## Question

I'm comparing bcc with fcc for six light elements. I learned that atoms like to pack closely, and fcc is the closest packing, so I don't know how to read this table.

Six elements in fcc (structure 1) and bcc (structure 2), computed with Ansatz 0.2.0: PBEsol, plane-wave PAW with datasets made for PBE, scalar-relativistic, no spin polarisation. The cutoff is 420 eV and the Fermi-Dirac smearing width 0.1 eV; energies are extrapolated to zero smearing, and volumes are per atom, from equation-of-state fits.

```csv
element,distinct k-meshes among the runs behind the row,Z,valence electrons,k mesh,"energy of structure 2 less structure 1, PBEsol (meV/atom)","volume of structure 1, PBEsol (Å³)","volume of structure 2, PBEsol (Å³)","volume of structure 2, PBEsol over volume of structure 1, PBEsol, less one (%)"
Li,21x21x21 / 14x14x14,3,1,21×21×21,4,20.16,20.24,0.4
Be,20x20x20 / 28x28x28,4,2,20×20×20,18,7.79,7.74,-0.6
B,21x21x21,5,3,21×21×21,362,5.82,6.06,4.0
C,21x21x21 / 20x20x20,6,4,21×21×21,-244,6.99,6.42,-8.2
Mg,14x14x14,12,2,14×14×14,18,22.72,22.48,-1.0
P,16x16x16,15,5,16×16×16,-171,14.04,13.67,-2.6
```

1. Which structure is lower, and by how much?
2. Should the more open structure not take up more room?
3. Does the change of volume produce the energy difference?
4. What does decide the winner, then?
5. What happens if I swap one element for another?
6. Which digits can I trust, and which settings matter?
7. Does the winner tell me what I'd find in a real material or device?

## Answer

### 1. The winner and the size

Keep two sizes in mind: about 10 meV per atom for Li, Be and Mg, and a few hundred for B, C and P. The energy column is bcc less fcc, so a negative value means that bcc is lower. Fcc wins clearly in boron, by 362 meV per atom, and narrowly in Be and Mg. Bcc wins in carbon, by 244, and in phosphorus, by 171. Lithium is too close to call, as answer 6 explains.

### 2. The room that atoms take

It should, if atoms were hard spheres with a fixed contact distance $d$. In bcc the spheres touch along the body diagonal of the cube, so its edge is $2d/\sqrt3$. With two atoms in the cube, each takes $V_\mathrm{bcc}=4d^3/(3\sqrt3)$. In fcc they touch along the face diagonal, the edge is $\sqrt2\,d$, and four atoms share the cube, so $V_\mathrm{fcc}=d^3/\sqrt2$. Hence

$$\frac{V_\mathrm{bcc}}{V_\mathrm{fcc}}=\frac{4\sqrt2}{3\sqrt3}\approx1.09 .$$

The estimate contains nothing fitted, and it fails in every row. Instead of growing by 9 %, the volume grows by 4.0 % in boron, hardly changes in Li, Be and Mg, and shrinks by 8.2 % in carbon. The contact distance isn't fixed: the volumes imply that nearest neighbours are closer in bcc for all six elements. This is ordinary bonding behaviour. An atom with eight nearest neighbours instead of twelve can put more bonding into each contact, and a stronger contact is shorter.

### 3. Volume as a cause

Only to a small extent. Take bcc carbon and stretch its volume by 8 %, which brings it almost to the fcc volume. The same calculation gives a cost of 26 meV per atom, so the stretched bcc crystal still lies about 218 meV below relaxed fcc. Boron and phosphorus behave alike: bringing bcc to the fcc volume costs no more than about 7 meV. The large differences therefore exist already at nearly equal volume, and their origin must lie in how the atoms are arranged. The printed output after this text gives these comparisons and the neighbour distances.

### 4. What decides the winner

The likely cause is band filling, though no densities of states are at hand to test it. Electrons in a crystal occupy bands, and the lattice pushes some states down in energy and others up. Fcc and bcc do this at different places in the band. A lattice gains while electrons fill the states it has lowered, and loses that gain when they must also enter states it has raised. The preferred structure can therefore change as electrons are added, even though the packing of each lattice stays the same.

Three hydrogen atoms show the principle. Let neighbouring atoms couple with strength $t$, with one orbital on each atom. A triangle then has levels at $-2t$, $t$ and $t$; an open chain has them at $-\sqrt2\,t$, $0$ and $\sqrt2\,t$. Two electrons give $-4t$ in the triangle and about $-2.8t$ in the chain, so the closed shape wins. Four electrons give $-2t$ and $-2.8t$, so the open shape wins.

The analogy ends there. Crystals have s and p bands and many neighbours, so the electron count at which the molecule changes shape can't be carried over to them. What carries over is the reasoning: ask which levels the next electron has to enter.

The table fits this picture. Rows with up to three valence electrons have fcc lower, with lithium undecided, and the rows with four and five have bcc lower. It doesn't prove the picture, because going from boron to carbon changes the attraction of the ion as well as the number of electrons.

The size of the effect probably has a related reason, which the table doesn't test either. In magnesium, and less cleanly in lithium and beryllium, the valence electrons move almost freely and notice the arrangement of the ions only weakly. In boron, carbon and phosphorus the p electrons tend to form strong, directed bonds, so the arrangement of the neighbours should matter much more, even in these metallic cubic phases.

### 5. Swapping elements

Replace beryllium by magnesium, which also has two valence electrons. The atomic volume almost triples, yet the energy difference is 18 meV per atom in both. A single pair can't establish a rule, and agreement to the last digit is partly luck, but it suggests that the electron count matters more than the size of the atom. Replace boron by carbon, one electron more, and the difference moves by about 600 meV and changes sign. For aluminium, with three valence electrons, you'd guess fcc, which is indeed its ordinary structure.

### 6. Digits and settings

Lithium's 4 meV shouldn't be given a sign. The correction that removes the effect of smearing from its bcc energy is about 8 meV, twice the difference. The table's energies already include this correction, so its size isn't the remaining error; it only shows how fine the difference is. The stronger reason for doubt is that two different k-meshes stand behind this row, so errors of the mesh needn't cancel between the structures. A denser, matched mesh and a smaller smearing width would be the first things to try.

For beryllium and magnesium, I'd read a cautious "between 10 and 30" rather than exactly 18, since no convergence test is given and beryllium's row also mixes two meshes. Even that range covers only the static lattices: zero-point motion is left out, and for atoms this light it may differ between fcc and bcc by enough to matter, so the narrow fcc wins are less secure than the range suggests. For B, C and P the bcc smearing correction is at most about 5 % of the difference, so smearing is unlikely to reverse the order. I'd still quote two figures, since the PAW datasets were made for PBE and not for PBEsol. Spin polarisation was switched off throughout, so the absence of magnetism is an assumption and not a finding.

### 7. Real materials and devices

Not directly. Beryllium and magnesium are ordinarily hexagonal metals, while boron, carbon and phosphorus form covalent networks, layers or, in white phosphorus, small molecules. The table ranks two candidates, neither of which is the normal form of these five elements. The calculation also holds each crystal in its cubic symmetry, so the lower one may still be unstable against distortion.

The same caution applies to boron and phosphorus as dopants in silicon. There each atom sits in silicon's lattice, with silicon neighbours. Its solubility and electrical activity depend on that surrounding, and the bcc–fcc difference of the pure element says nothing direct about either.

Output of the analysis:

```
Nearest-neighbour distances from the volumes:
  row  fcc in Å  bcc in Å  bcc against fcc in %
   Li     3.055     2.974                -2.664
   Be     2.225     2.158                    -3
    B     2.019     1.989                -1.474
    C     2.146     2.028                -5.509
   Mg     3.179     3.079                -3.135
    P     2.708     2.609                -3.653
Energy difference against smearing correction:
  row  bcc correction in meV/atom  size of difference over correction
   Li                       8.022                              0.4986
   Be                       1.986                               9.065
    B                       3.709                               97.61
    C                       5.452                               44.75
   Mg                       6.561                               2.743
    P                       8.799                               19.44
Rows with fcc lower, Li included (count): 4
Rows with bcc lower (count): 2
Change of the energy difference from B to C (meV/atom): -606
Smallest of the three large differences over the largest small one (ratio): 9.5
Extra bcc volume for touching spheres of fixed size (%): 8.866
Second bcc neighbours further out than the first (%): 15.47
Volume of fcc over bcc, B (ratio): 0.9604
Volume of fcc over bcc, C (ratio): 1.089
Volume of fcc over bcc, P (ratio): 1.027
Cost of bcc B at volume scaling 0.96 (meV/atom): 7.306
Cost of bcc C at volume scaling 1.08 (meV/atom): 25.96
Cost of bcc P at volume scaling 1.04, more than needed (meV/atom): 7.165
Bcc B at that scaling less relaxed fcc (meV/atom): 369.3
Bcc C at that scaling less relaxed fcc (meV/atom): -218
Bcc P at that scaling less relaxed fcc (meV/atom): -163.8
Half a unit of the last digit in the Li energy difference (%): 12.5
```
